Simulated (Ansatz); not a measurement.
A series in volume scale on Sb

All results are calculated (Ansatz 0.2.0). Periodic Kohn-Sham DFT of a crystal at fixed atoms, scaled to volume_scale times the given cell; pressure positive in compression, energy less spherical unpolarised free atoms, largest_vzz the field gradient of largest size among the nuclei.

The cell before it is scaled or strained (space group Pm-3m, No. 221):
```
CELL_PARAMETERS angstrom
3.16000 0.00000 0.00000
0.00000 3.16000 0.00000
0.00000 0.00000 3.16000
ATOMIC_POSITIONS crystal
Sb 0.00000 0.00000 0.00000
```

Settings of every row: method all-electron PAW; functional PBEsol; relativity scalar; k mesh 13x13x13; filling fermi-dirac; smearing width 0.05 eV; nucleus gaussian.

Atom start moment: 0 on all atoms.

Limits: no spin-orbit coupling on heavy atoms.

```csv
row,volume scale,V (Å³/atom),pressure (GPa)
1,0.94,29.661,-2.013
2,0.9405,29.677,-2.042
3,0.96,30.292,?
4,0.98,30.923,-4.058
5,0.99,31.239,-4.492
6,1,31.554,-4.899
7,1.01,31.87,-5.281
8,1.02,32.186,-5.64
9,1.04,32.817,-6.294
10,1.06,33.448,-6.871
```

Question: what pressure should row 3 give?

Worked fit of pressure. Take u = (V_r/V)^(2/3) − 1 with V_r = 31.554 Å³ an atom, which is twice the finite (Eulerian) strain; such expansions in the strain, on which the Birch-Murnaghan equation of state is built, carry the rest volume and the bulk modulus. The shown rows have u = 0.04211, 0.04173, 0.01356, 0.00671, 0, -0.00662, -0.01313, -0.02582, -0.03812. Least squares give pressure = −4.8987 + 59.146 × u + 207.89 × u² + 359 × u³ GPa; a parabola predicts inner rows, each left out in turn, worse (root mean square 0.0052 against 0.00066 GPa). The rows lie off it by 0.000, 0.000, 0.000, 0.000, 0.000, 0.000, 0.000, -0.001, 0.000. The withheld row has u = 0.02758, so the fit gives −4.8987 + 59.146 × (0.02758) + 207.89 × (0.02758)² + 359 × (0.02758)³ = -3.102 GPa.

The calculation gave -3.102 GPa. The fit meets it to the printed digit.
